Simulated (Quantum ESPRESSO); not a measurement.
# Decay constant across the gap of zinc blende ZnS along [001] at two lattice constants, from LDA complex bands

The usual rule of thumb for tunnelling through an insulator is the two-band one: the decay constant vanishes at both band edges, peaks at mid-gap, and grows with the gap. I test it here on zinc blende ZnS at a = 5.154 and 5.368 Å, with LDA complex bands along [001]. The decay constant κ sets how fast the transmission of a barrier falls with its thickness d, roughly as exp(−2κd), so it matters for thin ZnS layers between electrodes and for layers under strain. Energies are counted from the valence-band top, and each line is compared with a Franz curve scaled to its own mid-gap value. That comparison tests the shape of the curve; its height has to be explained separately.

## Systems and settings

Ideal zinc blende ZnS at set cubic lattice constants, not relaxed (a = 5.154 angstrom, GBRV ultrasoft: gap 2.49 eV; a = 5.368 angstrom, GBRV ultrasoft: gap 1.94 eV). Program: Quantum ESPRESSO 7.5, plane waves, LDA, GBRV ultrasoft pseudopotentials, cutoffs 40 Ry for waves and 200 Ry for the density, fixed occupations, scalar-relativistic, no spin polarisation, no spin-orbit coupling; k meshes of 6 divisions in the plane and 6 along the axis. Complex bands along [001] come from pwcond with energy window 4 Ry, basis threshold 1e-05 and 7 subslabs a slab at the in-plane wavevectors (0, 0), (1/2, 0), (1/2, 1/2) and (1/4, 0) of the zone of the tetragonal cell with in-plane edges a/sqrt(2), on 42 energies in steps of 0.17 eV. The gap is that of the self-consistent k mesh. The rows are a selection of the grid energies, spread over the range, with the largest value of each line among them; narrow features between rows aren't shown. The same in all rows: in-plane wavevector of the slowest state: zone centre.

Notes on method and selection:

- Semilocal functionals give gaps, and so decay constants, that are too small against experiment.
- Bulk complex bands leave out the interface: band line-up, symmetry matching to an electrode and image charges.
- The decay constants on the energy grid were kept to three decimals in 1/angstrom; interpolated values carry no more. Runs in which pwcond's reduced basis gave spurious channels inside the gap were left out.
- Kinks mark a change of the wavevector or complex band that is slowest.
- Runs that failed checks of pwcond against itself, whose gap is too narrow for the energy step, or whose stored transmission had to be rebuilt from the program's table, are left out.
- Tables of this kind whose fit explains under a quarter of the variance weren't written up, so the strength of the trend here is selected.
- Up to three of the lattice constants or thicknesses that were run are shown, from the ends and the middle of the range.
- Systems with elements from V to Ni or with open 4f shells were left out wherever spin was off.
- Runs that did not converge, have known faults or may not be shown are not listed, and runs on Ansatz's PAW sets soft_1 and soft_2 are kept to separate tables.

Columns:

- place in gap: energy over the valence-band top divided by the gap of that line.
- energy (eV): energy over the highest filled level of the k mesh.
- Franz form (1/Å): two-band Franz form 2 kappa_mid sqrt(f (1 - f)), f the place in the gap and kappa_mid that line's decay constant interpolated to mid-gap.
- decay constant (1/Å): decay constant Im kz of the slowest evanescent state along [001] at this energy, least over the listed wavevectors.

Input lines of one member:

```
&inputcond
  ikind = 0
  ewind = 4.0
  epsproj = 1e-05
  nz1 = 7
  energy0 = 4.93
  denergy = -0.17
/
4
  0.00000000 0.00000000 1.00000000
  0.50000000 0.00000000 1.00000000
  0.50000000 0.50000000 1.00000000
  0.25000000 0.00000000 1.00000000
42
```

Command (options for logging and memory left out): `mpirun -n 2 pwcond.x -in cbs.in > cbs.out`

## The series

| member | lattice constant | place in gap | energy (eV) | Franz form (1/Å) | decay constant (1/Å) |
| --- | --- | --- | --- | --- | --- |
| 0.17 eV | a = 5.154 angstrom | 0.068 | 0.17 | 0.089 | 0.091 |
| 0.85 eV | a = 5.154 angstrom | 0.341 | 0.85 | 0.167 | 0.168 |
| 1.19 eV | a = 5.154 angstrom | 0.478 | 1.19 | 0.175 | ? |
| 1.53 eV | a = 5.154 angstrom | 0.614 | 1.53 | 0.171 | 0.170 |
| 2.21 eV | a = 5.154 angstrom | 0.887 | 2.21 | 0.111 | 0.110 |
| 0.17 eV | a = 5.368 angstrom | 0.088 | 0.17 | 0.081 | 0.083 |
| 0.68 eV | a = 5.368 angstrom | 0.351 | 0.68 | 0.137 | 0.138 |
| 0.85 eV | a = 5.368 angstrom | 0.439 | 0.85 | 0.142 | 0.143 |
| 1.19 eV | a = 5.368 angstrom | 0.614 | 1.19 | 0.139 | 0.139 |
| 1.70 eV | a = 5.368 angstrom | 0.878 | 1.70 | 0.094 | 0.093 |

Cells marked ? are withheld until the estimate has been made.

Least-squares fits to the members shown, with x = place in gap; R² and errors in the fitted variable (y, or ln y where the fit is in ln y):

| y | lattice constant | members | fit | R² | rms residual | leave-one-out rms | the same for the mean of the others |
| --- | --- | --- | --- | --- | --- | --- | --- |
| decay constant (1/Å) | a = 5.154 angstrom | 4 | y = 0.06246 + 0.4605 x − 0.4596 x² | 1.00 | 0.0015 | 0.0097 | 0.047 |
| decay constant (1/Å) | a = 5.368 angstrom | 5 | y = 0.054323 + 0.36193 x − 0.36247 x² | 1.00 | 7.6×10⁻⁴ | 0.0043 | 0.032 |

## Mechanism

On both lines κ rises from the valence side, is largest near the middle and falls again towards the conduction band. At a = 5.368 Å it goes from 0.083 1/Å at 0.088 of the gap to 0.143 at 0.439, and back to 0.093 at 0.878. The Franz form follows every shown value to within 0.002 1/Å. This is what one expects when a single evanescent state joins the valence top to the conduction minimum at the zone centre, which is also where the slowest state lies in all rows.

The larger lattice constant lowers the whole arch. At the same place in the gap, 0.614, κ drops from 0.170 to 0.139 1/Å, a ratio of 0.139 / 0.170 = 0.818. The gap shrinks to 1.94 / 2.49 = 0.779 of its value, because the antibonding, s-like conduction minimum comes down as the bonds lengthen.

In the two-band form κ at a fixed place in the gap goes as √(m·Eg), with m the effective mass and Eg the gap. A constant mass would give √0.779 = 0.883, too weak a fall. Within this form the mass must therefore drop as well, to 0.818² / 0.779 = 0.859 of its value. That is the direction k·p theory gives: a narrower gap mixes the two band edges more strongly and makes the carriers lighter.

Close to the valence top the gap itself nearly cancels at fixed energy, and mainly the mass is left. At 0.17 eV the ratio is accordingly milder, 0.083 / 0.091 = 0.912.

For a film 20 Å thick, the difference at 0.614 of the gap amounts to 2 × 20 × (0.170 − 0.139) = 1.24 in the exponent. Taking the exponential of that, the transmission at the larger lattice constant is roughly 3.5 times as large. LDA gaps are too small, so I would expect the real decay to be faster on both lines.

## A prediction

Plain estimates from the members shown:

- 1.19 eV (a = 5.154 angstrom), fit at x = 0.478: 0.178 1/Å
- 1.19 eV (a = 5.154 angstrom), straight-line interpolation between 0.85 eV and 1.53 eV: w = (0.478 − 0.341) / (0.614 − 0.341) = 0.502, so 0.168 + 0.502 × (0.170 − 0.168) = 0.169 1/Å

The missing row lies at 0.478 of the gap, almost at the top of the arch. The straight line between its neighbours, 0.169 1/Å, cuts off that top. The parabola, 0.178, has the wrong shape at the band edges, and its leave-one-out error is 0.0097.

I use the Franz column instead. It is scaled with the mid-gap value of this same line, so this is closer to a reading than to an independent forecast. The Franz value at 0.85 eV gives κ_mid = 0.167 / (2√(0.341 × (1 − 0.341))) = 0.176, and the missing row's own Franz value gives 0.175 / (2√(0.478 × (1 − 0.478))) = 0.175. Rounding can shift each Franz value by up to 0.0005. The first route then gives at least (0.167 − 0.0005) / (2√(0.341 × (1 − 0.341))) = 0.176, and the second at most (0.175 + 0.0005) / (2√(0.478 × (1 − 0.478))) = 0.176, so the two routes meet at 0.176 to three decimals.

The largest value of each line is among the rows, and the other rows here reach only 0.170, so the missing one must be the largest. If the mid-gap value was interpolated linearly between grid energies, it cannot exceed this largest one. That puts the missing value at the mid-gap value or slightly above, which is 0.176 to three decimals.

On the other line the same route, applied to the largest row, gives 0.142 / (2√(0.439 × (1 − 0.439))) = 0.143, and the table has 0.143. For the error I take the rms departure of the nine shown values from the Franz form, about 0.001 1/Å.

**Committed estimate, 1.19 eV (a = 5.154 angstrom): decay constant = 0.176 ± 0.001 1/Å.**

## The answer

| member | lattice constant | place in gap | energy (eV) | Franz form (1/Å) | decay constant (1/Å) |
| --- | --- | --- | --- | --- | --- |
| 1.19 eV | a = 5.154 angstrom | 0.478 | 1.19 | 0.175 | 0.176 |

| member | estimate | decay constant (1/Å) | computed | estimate − computed | miss in error bars |
| --- | --- | --- | --- | --- | --- |
| 1.19 eV (a = 5.154 angstrom) | committed | 0.176 | 0.176 | 0.000 | 0.0 |
| 1.19 eV (a = 5.154 angstrom) | fit | 0.178 | 0.176 | +0.002 |  |
| 1.19 eV (a = 5.154 angstrom) | interpolation | 0.169 | 0.176 | −0.007 |  |

The computed value is 0.176 1/Å, the same as my estimate to the printed digit. The parabola was 0.002 too high and the straight line 0.007 too low, because a chord cuts off the top of the arch. Reading the height of the arch back from the Franz column worked, and so did the argument that the missing row had to be the largest of its line.

I can't count this as a success for the two-band picture, since the Franz column was scaled with a mid-gap value to which this very row contributes. The better evidence for the picture is the shape away from mid-gap, where the rows near both band edges follow the curve to within 0.002 1/Å.

The new value does allow a second look at the mass. Between the largest rows of the two lines κ falls to 0.143 / 0.176 = 0.813 of its value, again a stronger fall than the factor 0.883 that the smaller gap alone would give. Within the two-band form, a lighter mass at the larger lattice constant is still needed.

## Members off the line

Least-squares fits to the whole series, with x = place in gap; R² and errors in the fitted variable (y, or ln y where the fit is in ln y):

| y | lattice constant | members | fit | R² | rms residual | leave-one-out rms | the same for the mean of the others |
| --- | --- | --- | --- | --- | --- | --- | --- |
| decay constant (1/Å) | a = 5.154 angstrom | 5 | y = 0.06277 + 0.4566 x − 0.4555 x² | 1.00 | 0.0014 | 0.0082 | 0.044 |
| decay constant (1/Å) | a = 5.368 angstrom | 5 | y = 0.054323 + 0.36193 x − 0.36247 x² | 1.00 | 7.6×10⁻⁴ | 0.0043 | 0.032 |

Largest departures from the fit to the whole series:

| member | lattice constant | decay constant (1/Å) | fit | computed − fit | in rms residuals |
| --- | --- | --- | --- | --- | --- |
| 0.85 eV | a = 5.154 angstrom | 0.168 | 0.166 | +0.002 | 1.8 |
| 0.68 eV | a = 5.368 angstrom | 0.138 | 0.137 | +0.001 | 1.7 |
| 1.19 eV | a = 5.368 angstrom | 0.139 | 0.140 | −0.001 | 1.2 |
| 1.53 eV | a = 5.154 angstrom | 0.170 | 0.171 | −0.001 | 1.0 |

No row stands out physically. The largest departure, +0.002 1/Å at 0.85 eV on the a = 5.154 Å line, comes mostly from the fitted parabola, which is too low on the shoulder of the arch. Against the Franz form the same row is off by only 0.001, and the other listed departures are too close to the rounding to deserve a cause.

## Summary

At the listed energies, from about 0.07 to 0.89 of the gap, one mid-gap value and the Franz form give κ at the zone centre to within 0.002 1/Å on either line. Another energy in that range can be estimated about as well, provided no narrow feature lies between the rows. A third lattice constant is less certain, because two lines don't test how the mid-gap value varies between them.

In practical terms, a tenfold drop in transmission near mid-gap takes a thickness of ln 10 / (2κ), which is 2.303 / (2 × 0.176) = 6.5 Å of ZnS at a = 5.154 Å and 2.303 / (2 × 0.143) = 8.1 Å at 5.368 Å.

Two omitted effects bear on these lengths. The LDA gap is too small, and a wider gap would raise κ at the same place in the gap. The band line-up at a real contact may put the electrons far from mid-gap, which lowers κ: at 2.21 eV on the a = 5.154 Å line it is down to 0.110 1/Å.

[Logs are printed without paths, hosts, clocks, repeated set-up lines and the standing remarks that a program may print on its own settings, such as how far it seeks lower states.]
